In one and the same basis, the choice of functional moves the first singlet excitation of dimethylsilane, S1, by about 2 eV. It moves the orbital gap, from the highest occupied orbital (HOMO) to the lowest empty one (LUMO), by about 7 eV. Both are lowest in LDA and highest in Hartree-Fock (HF), which has full exact exchange.

dimethylsilane, C2H8Si, SMILES C[SiH2]C, point group Cs. PySCF 2.14.0 with density fitting; geometry PBE0-D3(BJ)/def2-SVP; gas phase. Vertical TDDFT singlets and Tamm-Dancoff triplets across levels; non-equilibrium solvation for excitations. The shares of exact exchange are the functionals' definitions, rounded to whole per cent. The same in all rows: solvent none.

| functional | basis | exact exchange, long range (%) | S1 (eV) | f(S1) | leading pair |
| --- | --- | --- | --- | --- | --- |
| LDA | def2-SVPD | 0 | 7.41 | 0.017 | HOMO to LUMO |
| PBE | def2-SVPD | 0 | 7.48 | 0.030 | HOMO to LUMO |
| B3LYP | def2-SVPD | 20 | 7.93 | 0.053 | HOMO to LUMO |
| BHandHLYP | def2-SVPD | 50 | 8.57 | 0.093 | HOMO to LUMO |
| CAM-B3LYP | def2-SVPD | 65 | 8.30 | 0.081 | HOMO to LUMO |
| HF | def2-SVPD | 100 | 9.42 | 0.174 | HOMO to LUMO |
| LC-wPBE | def2-SVPD | 100 | 8.94 | 0.077 | HOMO to LUMO |
| wB97X-D | def2-SVPD | 100 | 8.52 | 0.082 | HOMO to LUMO |
| PBE0 | 6-31+G(d) | 25 | 7.77 | 0.083 | HOMO to LUMO |
| PBE0 | 6-31G(d) | 25 | 8.95 | 0.007 | HOMO-1 to LUMO |
| PBE0 | aug-cc-pVDZ | 25 | 7.65 | 0.067 | HOMO to LUMO |
| PBE0 | def2-SVP | 25 | 8.91 | 0.043 | HOMO to LUMO |
| PBE0 | def2-SVPD | 25 | 8.16 | 0.058 | HOMO to LUMO |
| PBE0 | def2-TZVP | 25 | 8.42 | 0.032 | HOMO to LUMO |
| PBE0 | def2-TZVPD | 25 | 7.88 | 0.072 | HOMO to LUMO |

**(a) Two explanations suggest themselves. Either S1 rises because the orbital gap opens, or it rises because the molecule becomes harder to ionise. Does either hold?**

*Solution.* The seven PBE0 rows make the first idea tempting. Diffuse basis functions give the excited electron room and lower the LUMO, while the HOMO hardly moves. In the six bases where S1 is mainly HOMO to LUMO, it changes by 0.79 eV per eV of gap. The basis 6-31G(d) is left out because its lowest singlet is a different, weak transition.

Over the nine functionals in def2-SVPD, however, S1 changes by only 0.23 eV per eV of gap. One of these rows also hides a change of state: the three highest occupied orbitals lie close together, and in LDA the one of the other symmetry comes out on top, so its S1 is a different, weaker transition under the same label. PBE, whose HOMO has the same symmetry as in the hybrids, gives nearly the same S1, so the trend does not rest on this. If the excitation were simply the gap, both series would have a slope near one. Something that grows with exact exchange must take back most of the opening.

The second idea fails in the comparison of LDA with HF. The ionisation energy, calculated in the same runs as the energy difference between cation and molecule, is 0.29 eV lower in HF than in LDA. Yet HF has the highest S1 of the nine. HF leaves out electron correlation, which makes its ionisation energy too low. Among the other eight functionals the ionisation energy does tend to rise with S1, but from LDA to LC-wPBE it rises only about a third as much, so it can't account for the trend there either.

**(b) Find what takes the opening back, and test the idea on the S1 of BHandHLYP, with one constant taken from the HF row. The orbital gaps are 14.54 eV in HF and 11.135 eV in BHandHLYP.**

*Solution.* In HF, an empty orbital feels all the electrons of the neutral molecule, as an added electron would. An excited electron has left a hole behind and is attracted to it. The response calculation restores this attraction in proportion to the share of exact exchange, $c$. For one dominant orbital pair, and without the smaller overlap and correlation terms,

$$E(\mathrm{S1}) \approx \text{gap} - cJ,$$

where $J$ is an effective attraction at full exchange. It is not the Coulomb integral of HOMO and LUMO alone, because in HF the excited electron also mixes into higher empty orbitals.

HF has $c=1$, so $J = 14.54 - 9.42 = 5.12$ eV. BHandHLYP has $c=0.5$ and a gap of 11.135 eV, which gives $11.135 - 0.5\times5.12 = 8.575$ eV. The table has 8.57 eV, and this row played no part in setting $J$.

Two opposite point charges attract each other by 5 eV when they are about 3 Å apart, a sensible mean separation for a hole in the bonds and a diffuse electron that surrounds it. The picture gives only the scale, because the real charge clouds are spread out and $J$ also absorbs the neglected terms. The attraction is built into the method. What the numbers test is whether this one term is enough, and for LDA, PBE, B3LYP and PBE0 in def2-SVPD it reproduces S1 to within 0.08 eV.

From LDA to HF the gap opens by 7.2 eV and the attraction takes back 5.1 eV, leaving the rise of about 2 eV. Theory explains why something remains. In LDA the electron interacts partly with itself, which puts the HOMO too high: it suggests ionisation at 7.5 eV, against 10.8 eV from the energy difference. The LDA excitation is squeezed in just below this false threshold, and exact exchange lifts the threshold. In HF the threshold overshoots: the HOMO suggests 12.0 eV against 10.5 eV from the energy difference, so the HF end of the series should not be read as the corrected one. HF also leaves out correlation, so not all of the rise need come from exchange.

**(c) CAM-B3LYP has more exact exchange at long range than BHandHLYP, yet its S1 is lower. Does the same balance explain this, and does it hold for the other range-separated functionals?**

*Solution.* The gap of CAM-B3LYP is only 0.3 eV wider than that of BHandHLYP, but the amount taken back is 0.6 eV larger. S1 therefore drops by 0.3 eV. The likely reason is that orbital energies also depend on exchange at short range, where CAM-B3LYP has little, whereas the attraction acts across the distance between electron and hole.

With the long-range share as $c$, the formula puts S1 about 0.2 eV too low for CAM-B3LYP and LC-wPBE, but 0.74 eV too low for wB97X-D. In wB97X-D exact exchange grows slowly with distance and has not reached its full share at 3 Å. Using the share at that distance, with the usual range parameters, brings the largest error for the three down to 0.24 eV. The gain is almost all in wB97X-D, and the figure is rough: spread-out clouds also meet at short range, which lowers the share for all three below this point-charge value. The output below lists both versions.

For a similar molecule with a diffuse excited state, the useful question is what moved the gap. With the quarter of exact exchange in PBE0, a shift caused by the basis passes largely into S1, whereas one caused by exact exchange is mostly cancelled. The attraction itself depends on the basis: the amount taken back runs from 1.067 eV in aug-cc-pVDZ to 1.42 eV in def2-SVP, so $J$ belongs to one basis, and with more exact exchange more of a basis shift should be cancelled too. The basis still matters for absolute values: with PBE0, the four bases with diffuse functions range from 7.65 to 8.16 eV.

Output of the analysis:

```
S1 from gap minus attraction (eV), constant from the HF row:
        row    gap  gap_minus_S1  S1_long_range_share    miss  miss_with_range_switch
        LDA  7.334        -0.076                7.334  -0.076                  -0.076
        PBE  7.421        -0.059                7.421  -0.059                  -0.059
      B3LYP  8.918         0.988                7.894  -0.036                  -0.036
  BHandHLYP  11.13         2.565                8.575   0.005                   0.005
  CAM-B3LYP  11.45         3.152                8.124  -0.176                 -0.1524
         HF  14.54          5.12                 9.42       0                       0
    LC-wPBE  13.89         4.951                8.771  -0.169                 -0.1609
    wB97X-D   12.9         4.377                7.777  -0.743                 -0.2372
       PBE0  8.916         1.146                7.636  -0.134                  -0.134
       PBE0  10.33         1.379                9.049   0.099                   0.099
       PBE0  8.717         1.067                7.437  -0.213                  -0.213
       PBE0  10.33          1.42                 9.05    0.14                    0.14
       PBE0  9.413         1.253                8.133  -0.027                  -0.027
       PBE0  9.765         1.345                8.485   0.065                   0.065
       PBE0  9.094         1.214                7.814  -0.066                  -0.066
Attraction constant from the HF row (eV): 5.12
Rise of S1, LDA to HF (eV): 2.01
Rise of the orbital gap, LDA to HF (eV): 7.206
Lowering of the HOMO, LDA to HF (eV): 4.467
Raising of the LUMO, LDA to HF (eV): 2.739
Change of the vertical ionisation energy, LDA to HF (eV): -0.288
Slope of S1 against gap, nine functionals in def2-SVPD (eV per eV): 0.2347
Slope of S1 against gap, six PBE0 bases with HOMO to LUMO (eV per eV): 0.7888
Largest miss, functionals with one exchange share (eV): 0.076
Largest miss, range-separated, long-range share (eV): 0.743
Largest miss, range-separated, with range switch (eV): 0.2372
Largest miss, six PBE0 bases (eV): 0.213
Spread of S1 among the rows with 100% long-range exchange (eV): 0.9
```
